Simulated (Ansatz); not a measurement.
A family of molecules: the atomisation energy (no zero-point term)

All atoms of one element are swapped for its congeners: GeF4 (tetrafluorogermane) `[F][Ge]([F])([F])[F]`; GeCl4 (germanium tetrachloride) `[Cl][Ge]([Cl])([Cl])[Cl]`; GeI4 (germanium tetraiodide) `[I][Ge]([I])([I])[I]`. The Br member is missing. All are singlets with charge 0.

Shapes, held fixed at every level: PBE0-D4/def2-TZVP. Programs: Ansatz 0.2.0. Values in eV.

(1) How should the atomisation energy change along the series?

Answers

(1) At CCSD(T)/def2-TZVPP the atomisation energy falls at every step, from 19.57 to 10.05 eV. Every level shows the same order. For atoms past krypton def2 sets carry core potentials with scalar relativity. Relativity is left out for Ge unless named. Correlated rows may include outer-core shells of Ge, I, which these sets cover unevenly. Spin-orbit coupling, which grows down the group, is left out (summed over each molecule's free atoms 0.19, 0.27, 1.38 eV).

```tsv
level	GeF4	GeCl4	GeI4
HF/def2-TZVPP	13.66	10.20	6.18
BHLYP-D4/def2-TZVPP	18.30	13.69	9.85
r2SCAN0-D4/def2-TZVPP	19.09	14.44	10.28
MP2/def2-SVP	19.69	13.70	9.58
CCSD/def2-TZVPP	19.11	13.62	9.52
CCSD(T)/def2-TZVPP	19.57	14.08	10.05
```

The germanium-halogen bonds weaken on average from fluoride to iodide, since each molecule has four of them and the atomisation energy falls throughout. Fluorine's compact 2p orbitals and high electronegativity give short, strongly polar bonds with a large electrostatic contribution. Down the group, the valence p orbitals become more diffuse and closer in energy to those of germanium, so both overlap and bond polarity decline. The missing bromide would probably lie between the chloride and the iodide.

Hartree-Fock reproduces the order but binds all three molecules far too weakly, giving 6.18 eV for GeI4 against 10.05 eV with CCSD(T). Electron pairing in the bonds brings correlation energy that the separated atoms lack. Atomic spin-orbit stabilisation would lower the iodide's atomisation energy most, so it should steepen the decline rather than reverse it. The trend does not by itself rank the tetrahalides against loss of X2 to form the dihalides, because that balance also depends on the halogen-halogen bond and the stability of the dihalide.
